**Reading the errors of an ionisation energy: six levels of theory for HBO**

Taking an electron from linear H–B–O at fixed atoms costs 13.584 eV at CCSDT(Q) in a triple-zeta basis. The valence correlation energy behind that figure is about 9.5 eV in the neutral and 7.4 eV in the cation. Hartree–Fock (HF) omits both, so its gap is too small by their difference, about 2 eV. Correlated levels cut this to a few hundred meV or to some ten meV, always as the difference of two separate errors.

Six of those levels appear below without names. The error column is the gap at that level less the CCSDT(Q) gap, so a negative entry means a gap that is too small. The noise column is one standard error of a random walk. Which row belongs to which candidate, and how sure can each match be?

Vertical ionisation of linear HBO (singlet) to HBO⁺ (doublet) by MP2, coupled cluster and phaseless AFQMC, computed with Ansatz 0.2.0 and AFQMC afq 1 (own program). All levels use the cc-pVTZ basis, frozen cores, a fixed PBE0/def2-TZVP geometry, and RHF determinants for the neutral and UHF for the cation; the reference is CCSDT(Q). Candidates: ph-AFQMC/CISD, CCSDT, ph-AFQMC/HF, CCSD, MP2, CCSD(T).

| row | this level less the reference (CCSDT(Q), same basis) (meV) | statistical noise, one standard error (meV) |
| --- | --- | --- |
| A | -18.0 | 0.00 |
| B | -189.0 | 0.00 |
| C | -6.0 | 0.00 |
| D | 168.0 | 35.00 |
| E | 287.0 | 0.00 |
| F | 7.0 | 7.00 |

Three further levels serve as landmarks. HF errs by $-2069$ meV. Auxiliary-field quantum Monte Carlo (AFQMC) with its constraint released gives $+1 \pm 8$ meV, and with no constraint at all it gives $-17 \pm 14$ meV, so neither is resolved from zero.

**The handle: two states, two errors**

Let $\varepsilon_0$ and $\varepsilon_+$ be the energy of the neutral and of the cation at some level, less the reference energy of the same state. The tabulated error is $\Delta = \varepsilon_+ - \varepsilon_0$. For HF the two $\varepsilon$ are the whole valence correlation energies. The neutral has ten correlated electrons against nine, hence more pairs whose mutual avoidance HF leaves out, and the unrestricted determinant of the cation can also lower itself by spin polarisation. Both push $\Delta_{\rm HF}$ negative.

One estimate follows without any fitted constant. Suppose a level misses the same share $m$ of the correlation energy in both states, so that $\varepsilon_0 = m\,\varepsilon_0^{\rm HF}$ and $\varepsilon_+ = m\,\varepsilon_+^{\rm HF}$. Subtraction gives $\Delta = m\,\Delta_{\rm HF}$. A level that recovers too little correlation evenly should therefore keep the negative sign of HF and shrink in size. A large positive error means that the level treats the two states unevenly or overshoots.

**Assigning the rows**

Noise sorts first. MP2 and coupled cluster are deterministic, so the two rows with noise, D and F, are the two phaseless walks. This is sure, and it cuts the 720 possible matchings to 48.

Between D and F the trial function decides. A phaseless walk tames the phase problem by reweighting walkers according to their overlap with a trial, which leaves a bias that vanishes for an exact trial. A CISD trial holds most of the pair correlation and should bias the walk less than a single determinant. D lies $161 \pm 36$ meV above F, a resolved difference, while F cannot be told from the released landmark. D goes to the HF trial and F to the CISD trial, nearly surely; the smaller noise of F is not used as a clue, since each walk was stopped at a noise target of its own, though a better trial also tends to lower the noise of a walk of given length.

The four deterministic rows fall into two sizes: A and C within 20 meV of the reference, B and E beyond 150 meV. The neutral is a stable closed shell dominated by one determinant, with a $T_1$ diagnostic near 0.02. For such a state the coupled-cluster ladder converges in order, and connected triples are the last large piece. If the cation behaves alike, A and C are the two levels with triples, and B and E are MP2 and CCSD, again nearly surely. Four matchings remain.

The sign separates B from E, with less certainty. B is negative, as even under-recovery demands, and E is positive, so the question is which level is likelier to treat the two states unevenly. CCSD sums pair excitations to all orders, and its single excitations repair a poor starting determinant. MP2 is one step from the determinant and inherits its faults, and the cation starts from a different kind of determinant than the neutral. That makes B CCSD and E MP2, a probable match only.

A and C stay ambiguous. They differ by 12 meV, well above the rounding of the entries, but both have the expected sign and size. The only rule left is that the fuller theory lands nearer, which would make C the full CCSDT and A the perturbative CCSD(T). That rule is no law even for the energy of one well-behaved state, and a difference of two states gives errors a further chance to cancel.

**The labels**

The rows with their labels:

| level | this level less the reference (CCSDT(Q), same basis) (meV) | statistical noise, one standard error (meV) |
| --- | --- | --- |
| HF | -2069.0 | 0.00 |
| MP2 | 287.0 | 0.00 |
| CCSD | -189.0 | 0.00 |
| CCSD(T) | -6.0 | 0.00 |
| CCSDT | -18.0 | 0.00 |
| ph-AFQMC/HF | 168.0 | 35.00 |
| ph-AFQMC/CISD | 7.0 | 7.00 |
| released AFQMC | 1.0 | 8.00 |
| free AFQMC | -17.0 | 14.00 |

The sure, nearly sure and probable matches all hold: D is ph-AFQMC/HF, F is ph-AFQMC/CISD, B is CCSD and E is MP2. The last rule fails, for C is CCSD(T) and A is CCSDT. To see why, each $\Delta$ can be split: the total energies of the same calculations give $\varepsilon_0$, and $\varepsilon_+ = \varepsilon_0 + \Delta$.

**Why CCSD falls further than even shares predict**

The CCSD energy of the neutral lies 427 meV above the reference, out of a correlation energy of 9513 meV. The estimate uses these neutral energies and the HF row, with nothing adjusted to the CCSD gap:

$$\Delta_{\rm CCSD} \approx \frac{427}{9513}\times(-2069\ \text{meV}) = -93\ \text{meV}.$$

The table has $-189$ meV, twice as much with the same sign. For CCSD(T) the estimate gives about $-7$ meV against $-6$, and for CCSDT it is a third of the tabulated error. It has the wrong sign for MP2. For the HF-trial walk it has the right sign and a fifth of the size, and for the CISD-trial walk it misses by little more than the noise.

For CCSD and CCSDT the split shows a common pattern behind the shortfall: the higher the excitation, the smaller the share of its energy that survives ionisation. The cation keeps $7444/9513 = 78\,\%$ of the total correlation energy. It keeps little more than half of the energy of full triples, and about a third of the (Q) correction. Counting argues for the direction: nine electrons form 80 % of the pairs that ten do, but only 70 % of the triples and 60 % of the quadruples. The computed losses at high rank are larger still, so the count is not the whole cause; the electron removed may take more than an average part in these excitations, which is not tested here. A truncated cluster expansion misses the connected part of the higher excitations, so it penalises the neutral more than an even share would, and each restored rank raises the gap.

**Why the cheaper triples land nearer**

CCSDT lacks connected quadruples, which the perturbative (Q) step puts at 26 meV in the neutral and 8 meV in the cation, so its gap is 18 meV below the reference. This is the clean continuation of the ladder from HF through CCSD. Its error in each state is smaller than that of CCSD(T).

CCSD(T) lacks the same quadruples and also falls short of full triples in both states. The shortfall is 5 meV in the neutral but 17 meV in the cation, which lifts the gap by 12 meV and cancels two thirds of the quadruples error. Against this reference the $-6$ meV is thus a cancellation, and the close hit of the even-share estimate on this row rests on it. Whether CCSD(T) is also nearer to the exact gap in this basis depends on the error of (Q) itself, which the walks are too noisy to settle. That (T) does worse in the cation because a perturbative step leans on the open-shell determinant is a guess.

**Where MP2 and the HF-trial walk go wrong**

MP2 recovers 94.5 % of the correlation energy of the neutral and only 89.2 % of that of the cation. The step from MP2 to CCSD lowers the neutral by 92 meV and the cation by 568 meV, so the positive error comes from the stronger under-correlation of the cation. The occupations by symmetry show where the electron leaves: one of the two degenerate $\pi$ orbitals, the highest occupied level of the neutral in PBE. The hole breaks the axial symmetry of the determinant. Spin contamination is another known way for second order to fail like this. The cation runs record $\langle S^2\rangle$ beside its ideal value, and unrestricted levels can fall towards a higher spin, but no run here separates how much of the MP2 error either cause explains.

The HF-trial walk errs in the other state. Its neutral lies $158 \pm 26$ meV below the reference, while its cation is within noise of it. A phaseless energy is a mixed estimate between trial and constrained walkers and has no variational bound, so it may fall below the exact value. Changing to the CISD trial brings the neutral to $+7 \pm 5$ meV, which points to constraint bias as the cause. Such bias is outside the quoted noise.

The CISD-trial, released and free walks are resolved neither from zero nor from each other; the widest pair involving the CISD trial differs by 1.5 noise units. They cannot be ranked, and release shows no gain here. Their agreement with CCSDT(Q) is partly built in, since that reference was accepted only where a released walk matched it within 25 to 40 meV. The noise of the free walk also excludes whatever remains of its starting state.

**What to do**

Split every gap error into its two states before judging a level, because a small $\Delta$ may hide two larger errors, as with CCSD(T), and a large one may sit in either state. Check $\langle S^2\rangle$, stability and the hole orbital of an unrestricted cation before using MP2 or (T) on it. Run a phaseless walk with two trials of different quality: a shift beyond the noise reveals bias, though agreement does not rule out a bias that both share. For a similar closed-shell molecule whose cation is also dominated by one determinant, the argument above suggests gaps that rise from HF through CCSD towards the reference, while the sign for MP2 may depend on the cation's determinant. All errors here are against one reference in one basis, with frozen cores, fixed nuclei and no spin-orbit coupling, which would split the $\Pi$ state that the hole leaves behind. Agreement to ten meV therefore measures the treatment of correlation, not closeness to a measured ionisation energy.
